Squeezing diamond shortens every bond and packs more electrons into each cubic centimetre. Both changes affect how the crystal vibrates, how it screens an electric field and how it resists shear. What values should a density-functional calculation give for these three responses at 3 and at 15 GPa? The table leaves those two rows open and shows the same crystal at four other volumes.

Diamond (C, space group Fd-3m), computed with Ansatz 0.2.0 using PBE, plane-wave PAW, scalar-relativistic, without spin polarisation; cutoff 420 eV, Gamma-centred 12×12×12 k mesh, fixed occupations. Phonon frequencies are for zone-centre optical modes by linear response, dielectric constants are means of the diagonal, and the shear modulus includes relaxation of the atoms.

| volume per atom (Å³) | applied pressure (GPa) | volume over rest | lowest phonon frequency (cm⁻¹) | dielectric clamped | dielectric relaxed | shear modulus (GPa) |
| --- | --- | --- | --- | --- | --- | --- |
| 5.51 | 15 | none | ? | ? | ? | ? |
| 5.58 | n/a | 0.98 | 1316.2 | 5.82 | 5.82 | n/a |
| 5.59 | 8 | none | 1313.2 | 5.82 | 5.82 | 534 |
| 5.66 | 3 | none | ? | ? | ? | ? |
| 5.70 | 0 | none | 1289.9 | 5.85 | 5.85 | n/a |
| 5.81 | n/a | 1.02 | 1264.6 | 5.88 | 5.88 | n/a |

The phonon frequency belongs to the vibration in which the two atoms of the cell move against each other. When the crystal is compressed from 1.02 to 0.98 of its rest volume, its bonds shorten by only 1.3 %. The force constant of this vibration, which goes as the square of the frequency, rises by 8.3 %. A small change of length thus brings a stiffening about six times as large in relative terms.

A diatomic molecule shows why. Its energy curve is steep where the atoms are pushed together and flattens where they are pulled apart, so its curvature, which is the stiffness, grows as the bond gets shorter. The comparison holds for the stretching of a single bond. In diamond each atom has four bonds, and the angles between them resist change as well.

The bond part can be put into a formula. Let the energy of a bond of length $d$ be $-A/d^2+B/d^4$, an attraction and a repulsion with their minimum at the rest length. Summed over the four bonds of an atom, and counting both their stretching and the sideways push of a bond under load, the restoring force gives

$$\omega^2 \propto \tfrac{3}{2}x^{-2}-\tfrac{1}{2}x^{-4/3},$$

where $\omega$ is the frequency and $x$ the volume divided by the rest volume. Near rest this means $\omega\propto V^{-7/6}$, with $V$ the volume. The exponent without its sign is called the Grüneisen parameter.

A power law fitted to the four known frequencies gives a Grüneisen parameter of 0.98 with the printed, rounded volumes; the two scaled cells, whose volume ratios are exact, give 1.00. The bond formula therefore has the right sign and roughly the right size, but its 7/6 overstates the stiffening by about a sixth. The powers 2 and 4 are only a choice: with powers $n$ and $m$ the same sum gives $(m+n+1)/6$, so a softer bond law would close the gap without any appeal to the neglected angle forces. For the forecast I use the fitted law, which gives 1332 ± 3 cm⁻¹ at 15 GPa, the highest of all rows, and 1298 ± 2 cm⁻¹ at 3 GPa.

The dielectric constant $\varepsilon$ runs against a natural first guess. If each atom kept its polarisability, denser diamond would screen better. With $\varepsilon-1$ simply proportional to the density, $\varepsilon$ would reach 5.95 at 0.98 of the rest volume, and local fields between the atoms would raise it further. The calculation gives 5.82, slightly below the value at rest. Each atom must therefore become harder to polarise, by more than enough to offset the higher density.

The Penn model shows how these two effects compete. It sets $\varepsilon-1$ proportional to the electron density divided by the square of an average gap between filled and empty states. The density goes as $1/V$. If the gap comes from the splitting between bonding and antibonding states and grows as $1/d^2$, it goes as $V^{-2/3}$ and its square as $V^{-4/3}$. The quotient is $V^{1/3}$, so the widening gap wins and $\varepsilon$ falls on compression.

At 15 GPa the volume per atom is 5.51 Å³, against 5.70 Å³ at rest. With the rest value of 5.85 as the only input from the dielectric column, the estimate is

$$\varepsilon = 1+(5.85-1)\left(\frac{5.51}{5.70}\right)^{1/3}\approx 5.80 .$$

I allow ± 0.02 and expect this to be the lowest value in the table. The same formula gives 5.84 ± 0.01 at 3 GPa. The clamped value, with the atoms held still, and the relaxed value, with the atoms free to follow the field, should stay equal: the two atoms are equivalent by symmetry and carry no Born charge on which a field could pull.

The shear modulus is the hardest to forecast, because the only known value is 534 GPa at a pressure of 8 GPa. A modulus scales roughly as a force constant divided by a bond length. If the force constant follows the fitted frequency law, the modulus should be 552 ± 10 GPa at 15 GPa and 519 ± 8 GPa at 3 GPa. The weak point is that shear bends angles more than it stretches bonds, while the law comes from a vibration that mainly stretches them. All these ranges are judgements that allow for rounded volumes and for errors of the models.

The withheld rows as computed:

| volume per atom (Å³) | applied pressure (GPa) | volume over rest | lowest phonon frequency (cm⁻¹) | dielectric clamped | dielectric relaxed | shear modulus (GPa) |
| --- | --- | --- | --- | --- | --- | --- |
| 5.51 | 15 | none | 1332.6 | 5.80 | 5.80 | 549 |
| 5.66 | 3 | none | 1298.8 | 5.84 | 5.84 | 524 |

All the forecasts fall within their ranges, but they do not deserve equal trust. The frequencies are met to within 1 cm⁻¹. The volumes are printed to 0.01 Å³, and half a unit in that last digit already shifts a forecast by about 1 cm⁻¹, so these small misses need no physical cause. Over this range of pressure, a constant Grüneisen parameter is an adequate description. The bulk modulus, computed in the same runs, tests the bond law on its own, because uniform compression changes no angle. It rises from 443.9 GPa at 3 GPa to 487.8 GPa at 15 GPa, a slope of about 3.7, where the powers 2 and 4 give 4. For a bond law of this kind the Grüneisen parameter is expected to be half that slope less 5/6, which gives about 1.0. The test is rough, since the slope is 3.4 below 8 GPa and 3.9 above, but it suggests that the bond law was too steep and that angle forces are not needed to explain the excess.

The dielectric constants also agree, at 5.80 and 5.84. Two decimals test the direction and size of the change more than the exponent. The unrounded values of the scaled cells, 5.8193 and 5.8827, give a power of 0.33, close to 1/3; each value carries a numerical uncertainty of about 0.016, but the rows vary so smoothly that this error seems largely common to all of them. The average gap of the Penn model was not computed either. The smallest direct gap was, and it widens only as about $V^{-0.48}$; put into the same formula, it would leave $\varepsilon$ almost unchanged. The argument thus needs the typical gap to widen faster than the smallest one, which is plausible but not shown here.

The shear modulus reveals a real fault. The forecast was 5 GPa too low at 3 GPa and 3 GPa too high at 15 GPa, so the two misses have opposite signs. Between these pressures the computed modulus rises from 524 to 549 GPa, by 25 GPa, whereas the model had it rise by 33 GPa. The ranges were wide enough to cover the error, but the slope was about a third too steep. A likely cause is the pressure itself. Compressed bonds push sideways when the crystal is sheared, and for bonds alone one shear constant is expected to equal minus the pressure. A term of that kind would take up to 12 GPa off the rise, against an excess of 8 GPa; with the pressure added back, the rise is 37 GPa, more than the model's 33. Angle forces that stiffen slowly could also contribute, but no row tests either cause directly.

For practical use, the frequency is the handiest of the three responses, because the position of a spectral line can be measured precisely. From rest to 15 GPa it climbs by 43 cm⁻¹, or about 3 cm⁻¹ for each gigapascal, though the average rate from rest eases slightly, from 3.0 up to 3 GPa through 2.9 up to 8 GPa to 2.8 up to 15 GPa. This is why the Raman line of diamond can serve as a gauge of pressure. The rate holds for uniform compression, and the absolute frequency should come from a measurement, because the calculation leaves out temperature and zero-point motion and carries the error of its functional. The output below lists every numerical forecast beside its computed value.

The analysis program printed:

```
fit of lnw on 4 rows: constant 7.162 +/- 0.00035, coefficient of lnx -0.9791 +/- 0.02; rms 0.000467, worst 5.7 -0.00073, leave-one-out rms 0.00114
  rows outside the fit (model, value, miss): 5.51 7.195, 7.195, -0.000105; 5.66 7.168, 7.169, -0.000711
Optical frequency in cm⁻¹ (error bar 0 on known rows):
   row  forecast  error bar  computed  forecast less computed  bond model
  5.51      1332          3      1333                 -0.1399        1342
  5.58      1316          0      1316                 -0.1077        1322
  5.59      1314          0      1313                  0.5872        1320
  5.66      1298          2      1299                 -0.9231        1301
   5.7      1289          0      1290                 -0.9411        1290
  5.81      1265          0      1265                  0.4612        1261
Dielectric constant and shear modulus G in GPa:
   row  eps forecast  eps error bar  eps computed   eps miss  G forecast  G error bar  G computed  G miss
  5.51         5.796           0.02           5.8  -0.004499       551.9           10         549   2.933
  5.58         5.816              0          5.82  -0.004277       536.2            0         n/a     n/a
  5.59         5.819              0          5.82  -0.001402         534            0         534       0
  5.66         5.839           0.01          5.84  -0.001372         519            8         524  -5.013
   5.7          5.85              0          5.85          0       510.7            0         n/a     n/a
  5.81         5.881              0          5.88      0.001       488.8            0         n/a     n/a
Grüneisen parameter of the optical mode, fitted: 0.9791
Bond shortening from volume ratio 1.02 to 0.98, percent: 1.337
Rise of the mode's force constant over the same step, percent: 8.327
Dielectric constant at volume ratio 0.98 if polarisability were fixed: 5.954
Power of volume in dielectric constant less one, scaled cells: 0.3063
Power of volume in the smallest direct gap, scaled cells: -0.4745
```
